## The Floquet–Markov master equation, and a dissipator kept too long

A Lindblad dissipator records the frequencies at which the system probes its bath, and those frequencies are set by the full system Hamiltonian, drive included. The first calculation below ignores this. **It is wrong, and so are its numbers**; it is given because each line looks harmless.

### Model and conventions

The two lowest levels $|g\rangle,|e\rangle$ of a flux-tunable transmon are described by $\sigma_z=|e\rangle\langle e|-|g\rangle\langle g|$, $\sigma_-=|g\rangle\langle e|=\sigma_+^\dagger$ and $\sigma_x=\sigma_++\sigma_-$. An ac flux modulates the splitting, and an optional microwave tone follows the instantaneous qubit phase $\phi(t)$:

$$H(t)=\frac{\hbar}{2}\left(\omega_0+\lambda\cos\Omega t\right)\sigma_z+\frac{\hbar\Omega_R}{2}\left(\sigma_+e^{-i\phi(t)}+\sigma_-e^{i\phi(t)}\right),\qquad \phi(t)=\omega_0t+z\sin\Omega t,\tag{1}$$

with modulation index $z=\lambda/\Omega$. Here $\omega_0$ is the time-averaged splitting and $\Omega_R$ the Rabi frequency, and the counter-rotating half of the tone has been dropped. Case A has $\Omega_R=0$; case B has both drives on.

The coupling to the bath is $\hbar\,\sigma_x\otimes B$, with $\langle B\rangle=0$, correlation function $C(\tau)=\langle B(\tau)B(0)\rangle$ and spectrum $\gamma(\omega)=\int_{-\infty}^{\infty}d\tau\,e^{i\omega\tau}C(\tau)$. Positive $\omega$ means that the bath receives the energy $\hbar\omega$. At temperature $T$, with $\beta=1/k_BT$, the KMS relation $\gamma(-\omega)=e^{-\beta\hbar\omega}\gamma(\omega)$ holds, so for $\omega>0$

$$\gamma(\omega)=G(\omega)\,[n(\omega)+1],\qquad\gamma(-\omega)=G(\omega)\,n(\omega),\qquad n(\omega)=\frac{1}{e^{\beta\hbar\omega}-1}.$$

The bath is a transmission line seen through a lossy filter mode of frequency $\omega_f$ and energy decay rate $\kappa$, coupled with strength $g$, plus a flat background $G_b$:

$$G(\omega)=G_b+\frac{g^2\kappa}{(\omega-\omega_f)^2+\kappa^2/4}.\tag{2}$$

The Lorentzian is the transform of $g^2e^{-i\omega_f\tau-\kappa|\tau|/2}$, so the bath memory time is $\tau_B=2/\kappa$. $G(\omega)$ is the net rate, decay minus excitation, of an undriven qubit parked at $\omega$.

The inputs are chosen values of typical size: $\omega_0/2\pi=5000$ MHz, $\Omega/2\pi=\lambda/2\pi=200$ MHz (so $z=1$), $\Omega_R/2\pi=20$ MHz, $\omega_f/2\pi=5220$ MHz, $\kappa/2\pi=40$ MHz, $g/2\pi=2$ MHz, $G_b=2.0\times10^4\ \mathrm{s^{-1}}$, $T=50$ mK. Then $\tau_B=8.0$ ns, $\beta\hbar\omega_0=4.80$ and $\beta\hbar\Omega=0.192$. Since $\omega_0=25\,\Omega$, $H(t)$ has the period $2\pi/\Omega$ in both cases.

### The wrong attempt

In the interaction picture, with $A=\sigma_x$, the Born–Markov equation reads

$$\dot\rho=\int_0^\infty d\tau\,C(\tau)\left[A_I(t-\tau)\rho A_I(t)-A_I(t)A_I(t-\tau)\rho\right]+\mathrm{h.c.}\tag{3}$$

The attempt argues that the memory lasts nanoseconds while relaxation takes microseconds, and that both drives are small against $\omega_0$, so the evolution over the memory time may be taken from $H_0=\hbar\omega_0\sigma_z/2$:

$$\sigma_{-,I}(t-\tau)\approx\sigma_{-,I}(t)\,e^{i\omega_0\tau}\qquad\text{(wrong)}.\tag{4}$$

The $\tau$ integral then samples $\gamma$ at $\pm\omega_0$ only. After terms rotating at $2\omega_0$ are dropped and the level shift is absorbed in $\omega_0$, the Schrödinger-picture equation is

$$\dot\rho=-\frac{i}{\hbar}[H(t),\rho]+\gamma(\omega_0)\mathcal D[\sigma_-]\rho+\gamma(-\omega_0)\mathcal D[\sigma_+]\rho\qquad\text{(wrong)},\tag{5}$$

with $\mathcal D[L]\rho=L\rho L^\dagger-\tfrac12\{L^\dagger L,\rho\}$. From (2), $G(\omega_0)=4.06\times10^4\ \mathrm{s^{-1}}$, which gives $\gamma(\omega_0)=4.09\times10^4\ \mathrm{s^{-1}}$, $\gamma(-\omega_0)=337\ \mathrm{s^{-1}}$ and the sum $\Gamma_1^{(0)}=4.13\times10^4\ \mathrm{s^{-1}}$.

*Case A, wrong answer.* $H(t)$ commutes with $\sigma_z$, so the populations never feel the modulation. They relax with $T_1=24.2\ \mu$s to the Gibbs value $p_e=1/(e^{\beta\hbar\omega_0}+1)=0.0082$. A qubit prepared in $|e\rangle$ has $p_e=0.66$ after $10\ \mu$s.

*Case B, wrong answer.* In the frame rotating with $\phi(t)$ the Hamiltonian is $\hbar\Omega_R\sigma_x/2$ and the dissipators keep their form. The rotating-frame $\sigma_x$ commutes with this Hamiltonian, and (5) gives $d\langle\sigma_x\rangle/dt=-\tfrac12\Gamma_1^{(0)}\langle\sigma_x\rangle$. The dressed states $|\pm\rangle=(|e\rangle\pm|g\rangle)/\sqrt2$ end equally populated, $\langle\sigma_x\rangle=0$, at the rate $2.06\times10^4\ \mathrm{s^{-1}}$, a time of $48.5\ \mu$s.

### The symptom

The case A answer contains neither $\lambda$ nor $\Omega$, so it can be tested in a limit where the outcome is known. Let $\Omega\to0$ at fixed $\lambda$. The qubit is then parked in turn at each frequency $\omega_0+\lambda\cos\theta$, and its mean net rate must be the average of (2) over $\theta$. With $\Delta=\omega_f-\omega_0$, the Lorentzian equals $2g^2\,\mathrm{Re}\,[s-i\lambda\cos\theta]^{-1}$ for $s=\kappa/2+i\Delta$, and its average is elementary:

$$\overline{G}_{\rm slow}=G_b+2g^2\,\mathrm{Re}\frac{1}{\sqrt{s^2+\lambda^2}}=2.06\times10^5\ \mathrm{s^{-1}},\tag{6}$$

the root having positive real part. This is 5.1 times the $G(\omega_0)$ that (5) returns. At the top of the swing, 5200 MHz, the parked rate is $1.28\times10^6\ \mathrm{s^{-1}}$, 31 times $G(\omega_0)$. Equation (5) thus fails even to describe a qubit slowly retuned by its flux bias.

The attempt also contradicts itself. By the regression theorem applied to (5), the dipole correlation $\langle\sigma_+(t+\tau)\sigma_-(t)\rangle$ of case A carries the phase factor $e^{i[\phi(t+\tau)-\phi(t)]}$, whose average over $t$ is $\sum_qJ_q(z)^2e^{i(\omega_0+q\Omega)\tau}$, where $J_q$ is the Bessel function of the first kind. For $z=1$ a share $1-J_0^2=41\,\%$ of the line lies in sidebands. In case B each line splits further into a Mollow triplet with spacing $\Omega_R$. The dipole oscillates at $\omega_0+q\Omega$ and $\omega_0+q\Omega\pm\Omega_R$, yet the rate uses the density of bath modes at $\omega_0$. For a bath with a narrow gap at $\omega_0$, (5) would forbid all decay; for a bath with modes only near $\omega_0$, it would emit photons into frequencies where no mode exists.

### The faulty line

The fault is (4). The inequality $\tau_B\ll T_1$ permits the replacement $\rho(t-\tau)\to\rho(t)$ of the interaction-picture state, which is already contained in (3). It says nothing about the operator $A_I(t-\tau)$, which evolves under the full $H(t)$. In case A the exact factor is $e^{i[\phi(t)-\phi(t-\tau)]}$, not $e^{i\omega_0\tau}$. The drives must be compared with $1/\tau_B$, the width of the spectral structure, and not with $\omega_0$. Here $\lambda\tau_B=\Omega\tau_B=10$ and $\Omega_R\tau_B=1$, and neither is small.

### The mended calculation

**General result.** For periodic $H(t)$, Floquet's theorem gives solutions $e^{-i\varepsilon_at/\hbar}|u_a(t)\rangle$ with periodic modes $|u_a(t)\rangle$ and quasi-energies $\varepsilon_a$ defined modulo $\hbar\Omega$. Expand the periodic matrix elements as

$$\langle u_a(t)|A|u_b(t)\rangle=\sum_qA_{ab,q}\,e^{-iq\Omega t}.$$

The propagator is $U(t)=\sum_ae^{-i\varepsilon_at/\hbar}|u_a(t)\rangle\langle u_a(0)|$, so

$$A_I(t)=U^\dagger AU=\sum_{a,b,q}A_{ab,q}\,e^{-i\omega_{ab,q}t}\,|u_a(0)\rangle\langle u_b(0)|,\qquad\omega_{ab,q}=\frac{\varepsilon_b-\varepsilon_a}{\hbar}+q\Omega .$$

Collect terms of equal frequency, $A_I(t)=\sum_\omega A_\omega e^{-i\omega t}$. Since $A$ is Hermitian, also $A_I(t)=\sum_{\omega'}A_{\omega'}^\dagger e^{i\omega't}$, and (3) becomes

$$\dot\rho=\sum_{\omega,\omega'}\Gamma(\omega)\,e^{i(\omega'-\omega)t}\left[A_\omega\rho A_{\omega'}^\dagger-A_{\omega'}^\dagger A_\omega\rho\right]+\mathrm{h.c.},\qquad\Gamma(\omega)=\int_0^\infty d\tau\,e^{i\omega\tau}C(\tau),$$

with $\mathrm{Re}\,\Gamma=\gamma/2$, while $\mathrm{Im}\,\Gamma$ gives level shifts. If all distinct frequencies are separated by much more than the rates, only $\omega=\omega'$ survives (the secular approximation), and the dissipator is $\sum_\omega\gamma(\omega)\mathcal D[A_\omega]$. When different pairs $a\neq b$ share no frequency with each other or with the diagonal terms, the Floquet populations close on themselves:

$$\dot p_a=\sum_b\left(W_{ab}\,p_b-W_{ba}\,p_a\right),\qquad W_{ab}=\sum_q|A_{ab,q}|^2\,\gamma\!\left(\frac{\varepsilon_b-\varepsilon_a}{\hbar}+q\Omega\right).\tag{7}$$

$W_{ab}$ is the rate from $b$ to $a$. A shift of one $\varepsilon$ by $\hbar\Omega$ relabels $q$ and leaves $W_{ab}$ unchanged.

Hermiticity gives $A_{ba,-q}=A_{ab,q}^*$ and $\omega_{ba,-q}=-\omega_{ab,q}$. With the KMS relation,

$$\frac{W_{ba}}{W_{ab}}=e^{-\beta(\varepsilon_b-\varepsilon_a)}\,\frac{\sum_q|A_{ab,q}|^2\gamma(\omega_{ab,q})\,e^{-\beta\hbar q\Omega}}{\sum_q|A_{ab,q}|^2\gamma(\omega_{ab,q})}.\tag{8}$$

Each channel $q$ obeys thermal detailed balance at its own frequency, but the summed rates do so only when a single $q$ contributes. In general the stationary state is no Gibbs state in the quasi-energies, and it depends on the shape of $\gamma$. For two levels $W_{ab}p_b=W_{ba}p_a$ holds trivially in the stationary state; what fails is the balance channel by channel.

**Case A: sideband rates.** The solutions are $e^{-i\phi/2}|e\rangle$ and $e^{i\phi/2}|g\rangle$, so $\varepsilon_e-\varepsilon_g=\hbar\omega_0$ and, by the Jacobi–Anger expansion, $\langle u_g|\sigma_x|u_e\rangle=e^{-iz\sin\Omega t}=\sum_qJ_q(z)e^{-iq\Omega t}$. Equation (7) gives

$$\Gamma_\downarrow=\sum_qJ_q(z)^2\,\gamma(\omega_0+q\Omega),\qquad\Gamma_\uparrow=\sum_qJ_q(z)^2\,\gamma\big(-(\omega_0+q\Omega)\big).\tag{9}$$

The choice $\omega_0=25\,\Omega$ makes a $\sigma_-$ frequency coincide with a $\sigma_+$ frequency when the two indices sum to $-50$. The largest such product of amplitudes, $J_{25}(1)^2$, is below $10^{-60}$, so the coincidence is harmless.

Equation (9) removes the symptom. With $\sum_qJ_q^2e^{iq\Omega\tau}=J_0\big(2z\sin(\Omega\tau/2)\big)$, the net rate is

$$\Gamma_\downarrow-\Gamma_\uparrow=\sum_qJ_q^2\,G(\omega_0+q\Omega)=G_b+2g^2\,\mathrm{Re}\int_0^\infty d\tau\,e^{-s\tau}J_0\big(2z\sin(\Omega\tau/2)\big).$$

For $\Omega\to0$ the Bessel argument tends to $\lambda\tau$, the Laplace transform is $(s^2+\lambda^2)^{-1/2}$, and (6) is recovered. The flat part $G_b$ passes through unchanged because $\sum_qJ_q^2=1$. For a spectrum smooth across all populated sidebands, $\sum_qqJ_q^2=0$ and $\sum_qq^2J_q^2=z^2/2$ give $\Gamma_\downarrow\approx\gamma(\omega_0)+\tfrac14\lambda^2\gamma''(\omega_0)$: the undriven dissipator is the leading term of an expansion in the drive amplitude.

| $q$ | $J_q^2$ | $G$ ($10^4\ \mathrm{s^{-1}}$) | $n$ ($10^{-3}$) | $J_q^2G$ ($10^3\ \mathrm{s^{-1}}$) |
|---|---|---|---|---|
| $-2$ | 0.0132 | 2.26 | 12.2 | 0.299 |
| $-1$ | 0.1936 | 2.57 | 10.1 | 4.97 |
| $0$ | 0.5855 | 4.06 | 8.30 | 23.8 |
| $+1$ | 0.1936 | 128 | 6.84 | 247 |
| $+2$ | 0.0132 | 5.06 | 5.64 | 0.669 |

The full sums give a net rate of $2.77\times10^5\ \mathrm{s^{-1}}$, of which the $q=+1$ sideband on the lower flank of the filter supplies $89\,\%$. With thermal factors, $\Gamma_\downarrow=2.79\times10^5\ \mathrm{s^{-1}}$ and $\Gamma_\uparrow=1.95\times10^3\ \mathrm{s^{-1}}$, so $\Gamma_1=\Gamma_\downarrow+\Gamma_\uparrow=2.81\times10^5\ \mathrm{s^{-1}}$, $T_1=3.56\ \mu$s and $p_e=\Gamma_\uparrow/\Gamma_1=0.0069$.

The ratio $\Gamma_\uparrow/\Gamma_\downarrow=6.98\times10^{-3}$ lies between the Boltzmann factors for $\omega_0$ and for $\omega_0+\Omega$, which are $8.24\times10^{-3}$ and $6.80\times10^{-3}$, so no choice of quasi-energy zone makes it thermal. The stationary net emission in channel $q$ is

$$j_q=J_q^2\,G\,\big[p_e(n+1)-(1-p_e)\,n\big],$$

with $G$ and $n$ taken at $\omega_0+q\Omega$. The values are $j_{+1}=+45$, $j_0=-30$ and $j_{-1}=-15\ \mathrm{s^{-1}}$, and $\sum_qj_q=0$. The qubit absorbs at lower frequencies and emits at higher ones, and the flux drive supplies the difference, $P=\hbar\Omega\sum_qq\,j_q$. The sum is $66\ \mathrm{s^{-1}}$ and $P=8.7\times10^{-24}$ W. This power cannot be negative: each $j_q$ has the sign of $\ln[p_e/(1-p_e)]+\beta\hbar(\omega_0+q\Omega)$, and the sum of $j_q$ times this quantity equals $\beta P$.

**Case B: dressed-state rates.** Substitution in the Schrödinger equation for (1) confirms the solutions

$$|\psi_\pm(t)\rangle=e^{\mp i\Omega_Rt/2}\,\frac{e^{-i\phi/2}|e\rangle\pm e^{i\phi/2}|g\rangle}{\sqrt2}.$$

The fraction changes sign over one period; a common factor $e^{i\Omega t/2}$ makes it periodic and shifts both quasi-energies alike. Hence $\varepsilon_+-\varepsilon_-=\hbar\Omega_R$ and $\langle u_-|\sigma_x|u_+\rangle=\tfrac12(e^{i\phi}-e^{-i\phi})$. The term $e^{-i\phi}$ contains the frequencies $\omega_q=\omega_0+q\Omega$ with amplitudes $J_q$, and $e^{i\phi}$ contains $-\omega_q$. Equation (7) gives

$$W_{-+}=\frac14\sum_qJ_q^2\left[\gamma(\omega_q+\Omega_R)+\gamma(-\omega_q+\Omega_R)\right],\qquad W_{+-}=\frac14\sum_qJ_q^2\left[\gamma(\omega_q-\Omega_R)+\gamma(-\omega_q-\Omega_R)\right].\tag{10}$$

Define $S_\pm=\sum_qJ_q^2G(\omega_q\pm\Omega_R)$. The terms in $n$ are the same in both rates, so $W_{-+}-W_{+-}=(S_+-S_-)/4$, and the stationary polarisation is

$$\langle\sigma_x\rangle=p_+-p_-=-\frac{S_+-S_-}{4\,(W_{-+}+W_{+-})}.\tag{11}$$

For $q=+1$ the upper Rabi line, at 5220 MHz, sits on the filter peak, and the lower one, at 5180 MHz, meets one fifth of the peak height. The sums are $S_+=5.23\times10^5$ and $S_-=1.29\times10^5\ \mathrm{s^{-1}}$, the rates $W_{-+}=1.32\times10^5$ and $W_{+-}=3.34\times10^4\ \mathrm{s^{-1}}$. The dressed populations relax at $1.65\times10^5\ \mathrm{s^{-1}}$, a time of $6.05\ \mu$s, to $\langle\sigma_x\rangle=-0.60$, that is $p_-=0.80$. A Gibbs state at 50 mK in the splitting $\hbar\Omega_R$ would have only $-\tanh(\beta\hbar\Omega_R/2)=-0.0096$; the actual ratio of rates corresponds to $\hbar\Omega_R/[k_B\ln(W_{-+}/W_{+-})]=0.70$ mK.

A half-mend fails here. Inserting the sideband rates (9) in the dissipators of (5) repairs case A and raises the dressed relaxation rate to $\Gamma_1/2=1.40\times10^5\ \mathrm{s^{-1}}$, but it still yields $\langle\sigma_x\rangle=0$, because the jump operators $\sigma_\mp$ do not distinguish $|+\rangle\to|-\rangle$ from $|-\rangle\to|+\rangle$. The polarisation is the part of the error that belongs to the Rabi scale alone. At $T=0$, without modulation and for a smooth spectrum, (11) reduces to $-\Omega_R\gamma'(\omega_0)/\gamma(\omega_0)$, first order in the drive.

### Size of the error

| Quantity | Undriven dissipator (wrong) | Floquet–Markov |
|---|---|---|
| A: $T_1$ | $24.2\ \mu$s | $3.56\ \mu$s |
| A: stationary $p_e$ | 0.0082 | 0.0069 |
| A: $p_e(10\ \mu\mathrm s)$ from the excited state | 0.66 | 0.067 |
| B: dressed relaxation time | $48.5\ \mu$s | $6.05\ \mu$s |
| B: stationary $\langle\sigma_x\rangle$ | 0 | $-0.60$ |

The slip overstates $T_1$ by a factor 6.8, the stationary excited population by $18\,\%$, the population left after a $10\ \mu$s reset by a factor 9.9 and the dressed relaxation time by a factor 8.0. It misses the dressed polarisation entirely.

### What the mended result neglects

Within the model (1)–(2) three corrections remain. Non-secular terms are of relative order $\Gamma_1/\Omega_R=0.002$ in case B and ten times smaller in case A. Beyond Born–Markov order, a sideband exchanging one quantum with the filter at coupling $gJ_1$ on resonance decays at $\kappa/2-\sqrt{\kappa^2/4-4g^2J_1^2}$, which exceeds $4g^2J_1^2/\kappa$ by the fraction $(2gJ_1/\kappa)^2=0.002$. The filter lowers the qubit frequency by $0.03$ MHz, against a slope of $5\,\%$ per MHz on the flank. The third figure of the rates is therefore only just significant for the model.

A real transmon adds effects of a few per cent. The squared charge matrix element is proportional to the plasma frequency $\omega_p\approx\omega_0$, so the coupling acquires a factor $1+(\lambda/2\omega_p)\cos\Omega t$. The recurrence $J_{q-1}+J_{q+1}=(2q/z)J_q$ turns this into $J_q\to J_q\,(1+q\Omega/2\omega_p)$, a $4\,\%$ rise of the $q=+1$ rate. To first order this is the factor $(\omega_p+q\Omega)/\omega_p$ that a parked qubit also shows, so it is already included when $G(\omega)$ is read as the parked rate. A sinusoidal flux on a symmetric SQUID, where $\omega_p\propto\sqrt{\cos x}$ with $x=\pi\Phi/\Phi_0$ ($\Phi$ the flux, $\Phi_0=h/2e$), also produces a second harmonic $\lambda_2\cos2\Omega t$ with $\lambda_2=-(\lambda^2/\omega_p)\left(\tfrac14+\tfrac12\cot^2x\right)$. At $x=\pi/4$ this is $\lambda_2/2\pi=-6$ MHz, and it raises the $q=+1$ weight by $1.6\,\%$ unless the waveform is predistorted. For a typical anharmonicity $\alpha/2\pi=250$ MHz, the tone admixes the second excited level to $|e\rangle$ with weight $\Omega_R^2/2\alpha^2=0.003$ and shifts $|e\rangle$ by $\Omega_R^2/2\alpha=2\pi\times0.8$ MHz, which retuning of the tone compensates.

Noise coupled through $\sigma_z$ is absent from the model. It leaves the populations of case A alone, but its component at $\Omega_R$ adds nearly equal rates $w$ to $W_{-+}$ and $W_{+-}$, because $\beta\hbar\Omega_R\ll1$. An illustrative $w=10^4\ \mathrm{s^{-1}}$ reduces the polarisation to $-0.53$. None of these corrections approaches the size of the error made in (4).